## Reading an unseen orbital from its neighbours

The ion In⁴⁺ has 45 electrons, and its outermost shell is a 4d shell with one electron missing. Dirac–Hartree–Fock theory gives each orbital an energy $\varepsilon$ and several measures of size: the mean radius $\langle r\rangle$, the radius $r_\mathrm{max}$ where the radial density peaks, and the averages $\langle 1/r\rangle$ and $\langle r^2\rangle$. The subscript on an orbital's name is $j$, its total angular momentum. Three rows are left open here. How much of them do the other eleven already fix?

B-spline radial atomic code, version 1: all-electron four-component Dirac-Coulomb Hartree-Fock for the In4+ ion (Z = 49, [Kr] 4d9), averaged over the configuration, with a Fermi nucleus and at the radial basis-set limit. Electron counts for an nl shell include both j values. ε is the orbital energy, and r_max is where the radial probability density peaks.

```csv
orbital,n,l,electrons in the nl shell,"ε, Dirac (eV)",<r> (bohr),r_max (bohr),<1/r> (1/bohr),<r²> (bohr²)
1s1/2,1,0,2,-28153,0.029706,0.01922,51.859,0.001194
2s1/2,2,0,2,-4346.9,0.12793,0.1086,12.023,0.01936
2p1/2,2,1,6,-4044.8,0.10856,0.08393,11.967,0.01449
2p3/2,2,1,6,-3833.0,0.11378,0.08833,11.185,0.01579
3s1/2,3,0,2,-903.57,0.34645,0.3147,4.2502,0.1373
3p1/2,3,1,6,-780.48,0.33811,0.3018,4.1484,0.1328
3p3/2,3,1,6,-741.04,0.34880,0.3116,3.9608,0.1412
3d3/2,3,2,10,-525.65,0.32141,0.2567,3.7886,0.1227
3d5/2,3,2,10,-517.69,0.32488,0.2596,3.7396,0.1252
4s1/2,4,0,2,-191.97,0.84874,0.7703,1.6242,0.8135
4p1/2,4,1,6,-149.39,0.89814,0.7998,1.5126,0.9187
4p3/2,4,1,6,?,?,?,?,?
4d3/2,4,2,9,?,?,?,?,?
4d5/2,4,2,9,?,?,?,?,?
```

### The missing partner of 4p₁/₂

The 2p and 3p pairs show what $j$ does: the p₁/₂ orbital is deeper and smaller than its p₃/₂ partner. The cause lies near the nucleus, where the electron is fast and the spin–orbit force is strong. In that region 2p, 3p and 4p have nearly the same shape, because their binding energies are small beside the nuclear attraction. They differ mainly in how much of their density is there.

An inner disturbance common to all three shifts their radial waves by about the same fraction of a half-wave. One full half-wave more, which adds one node, would mean the next principal quantum number $n$. A p₃/₂ orbital should therefore behave like a p₁/₂ orbital whose $n$ is raised by a small amount $\delta$, nearly the same in each shell.

To use this we need to know how fast the energy changes with $n$. From 2p₁/₂ to 3p₁/₂ to 4p₁/₂ it falls by a factor of about 5.2 at each step. A parabola drawn exactly through the logarithms of these three energies has the slope $-1.65$ at $n=3$ and $-1.66$ at $n=4$. The 3p pair then gives

$$\delta=\frac{\ln(780.48/741.04)}{1.65}\approx 0.0314 .$$

Carried over to the fourth shell, this yields

$$|\varepsilon(4\mathrm p_{3/2})|\approx 149.39\,\mathrm{eV}\times e^{-0.0314\times1.66}\approx 141.8\ \mathrm{eV}.$$

The 2p pair gives a slightly larger $\delta$, 0.0328. That drift is worth 0.3 eV here, which we widen a little. The forecast is $\varepsilon=-141.8\pm0.4$ eV, a splitting of about 7.6 eV. The same steps applied to the mean radius give $\langle r\rangle=0.922\pm0.008$ bohr.

The familiar $1/n^3$ law for spin–orbit splittings would have been a poor guide. Scaled from 2p, it gives 62.8 eV for 3p, where the table has 39.4 eV. That law belongs to an electron in the field of one fixed charge, whereas each shell here is screened by the shells inside it. What carries over from shell to shell is the shift in $n$, and the splitting follows the spacing of the levels.

### A 4d shell with no known partner

For 4d neither member of the pair is known, so its overall size must be found first. A hydrogen-like orbital in the field of a charge $Z_\mathrm{eff}$ has

$$\langle r\rangle=\frac{3n^2-l(l+1)}{2Z_\mathrm{eff}}\ \text{bohr},$$

where $l$ is 0, 1, 2 for s, p, d. Read backwards, the formula turns each known radius into an effective charge. This charge is a way of comparing orbitals and not a property of the ion: for 4s it is 28 from the mean radius but only 15 from the energy. Part of the reason is that charge lying outside an orbital raises its energy while hardly changing its shape.

In the third shell the charge from $\langle r\rangle$ drops from s to p, and then 1.36 times as much from p to d. If the fourth shell keeps this ratio, 4d has $Z_\mathrm{eff}=20.9$. A second estimate compares the fourth shell with the third at equal $l$, and lets the logarithm of the ratio of their charges vary linearly with $l(l+1)$, the strength of the centrifugal barrier. It gives 20.7. Both estimates use the forecast for 4p₃/₂. Their mean puts the 4d radius at $21/20.8\approx1.01$ bohr.

The error bar combines half the gap between the two estimates with half the change from p to d that the second estimate extrapolates for its logarithm. It is a rule of thumb, since no second d shell is available to calibrate it. Treating the other quantities in the same way gives these forecasts for the 4d centre, the average of the pair weighted by its numbers of states, 2 to 3:

- $\varepsilon=-78\pm9$ eV
- $\langle r\rangle=1.01\pm0.05$ bohr
- $r_\mathrm{max}=0.87\pm0.03$ bohr
- $\langle1/r\rangle=1.27\pm0.06$ per bohr

The 4d splitting should be $1.05\pm0.2$ eV, with 4d₃/₂ deeper and smaller. This assumes that the splitting, as a fraction of the energy, is between 0.75 and 1 times that of 3d. The shell should lie only slightly outside 4p.

The withheld rows as computed:

```csv
orbital,n,l,electrons in the nl shell,"ε, Dirac (eV)",<r> (bohr),r_max (bohr),<1/r> (1/bohr),<r²> (bohr²)
4p3/2,4,1,6,-142.32,0.92432,0.8227,1.4580,0.9728
4d3/2,4,2,9,-74.908,1.0975,0.9135,1.1996,1.408
4d5/2,4,2,9,-73.905,1.1099,0.9232,1.1841,1.440
```

### What the fourth shell changed

The radius of 4p₃/₂ is a hit: 0.924 bohr against 0.922. Its energy is a narrow miss. The computed $-142.3$ eV lies 0.5 eV below the forecast, just outside the widened bar and well outside the 0.3 eV that the drift in $\delta$ alone would have allowed. The splitting is 7.1 eV instead of 7.6.

One weak point is the slope at $n=4$, which was taken at the very end of the parabola with no higher level to hold it. Above 4p, the levels must close up into the series of an electron that sees a charge of 5 from far away. The true slope at 4p should therefore be gentler than the parabola's, and a gentler slope means a smaller splitting.

An average that the table leaves out, $\langle1/r^3\rangle$, supports this. It measures how much of an orbital lies near the nucleus, and that amount should follow the spacing of the levels. In the same calculation it falls by a factor of 6.0 from 3p₃/₂ to 4p₃/₂, while the spacing taken from the parabola falls by only 5.2. Dividing the 3p splitting by 6.0 would give 6.6 eV, already below the computed 7.1 eV. This simple correction overshoots, but it shows that no further fall in $\delta$ is needed to explain the miss.

For 4d the energy is a hit, though with a generous bar: the centre lies at $-74.3$ eV. The splitting of 1.0 eV and the order of the pair are also as forecast. It is a difference between orbital energies averaged over the 4d⁹ configuration, so it should not be read as the interval between two spectral levels of the ion. Nor are the orbital energies exact ionization energies, since correlation and the relaxation of the remaining electrons are missing from them.

The size of 4d is a clear miss. The centre of $\langle r\rangle$ is 1.10 bohr, about twice the error bar above the forecast, and $r_\mathrm{max}$ and $\langle1/r\rangle$ fall outside their bars in the same sense. "Slightly outside 4p" was too weak as well: 4d₃/₂ has a mean radius 19% larger than that of 4p₃/₂.

The third shell shows why its pattern could not be borrowed. There the d orbitals are the innermost of the shell, with mean radii near 0.32 bohr against 0.34 to 0.35 for 3s and 3p. Electrons that lie mostly farther out screen little, so 3d feels only part of the repulsion from the eight electrons in 3s and 3p. In the fourth shell the order is reversed: 4d lies outside 4s and 4p. The likely origin is that 4s and 4p dip further into the 28 electrons of the inner shells and so feel more of the nuclear charge. Lying outside 4s and 4p, 4d is then screened more fully by those eight electrons as well. The drop from p to d in the effective charge taken from $\langle r\rangle$, measured against that from s to p, accordingly rises from 1.36 in the third shell to 1.94 in the fourth. The table shows the reversal and the larger drop; that one causes the other is an argument from electrostatics.

The two estimates of the 4d charge differed by only about 1%, yet both were 9 to 10% too high. Both had taken the behaviour of d electrons from 3d, so their agreement could not reveal the error they shared.

The average $\langle r^2\rangle$ is about 17% above the 1.22 bohr² that the same method gives, the largest miss in relative terms. Yet stretching the whole orbital by the 9% found in $\langle r\rangle$ would already raise $\langle r^2\rangle$ by about 19%. The miss is therefore no sign of an unusually long tail.

The same reasoning tells which way a neighbouring ion will go. Keep the 45 electrons and add nuclear charge, and attraction gains on repulsion: 4d is drawn in relative to 4s and 4p, towards the order seen in the third shell. Take nuclear charge away, and 4d moves out faster than they do.
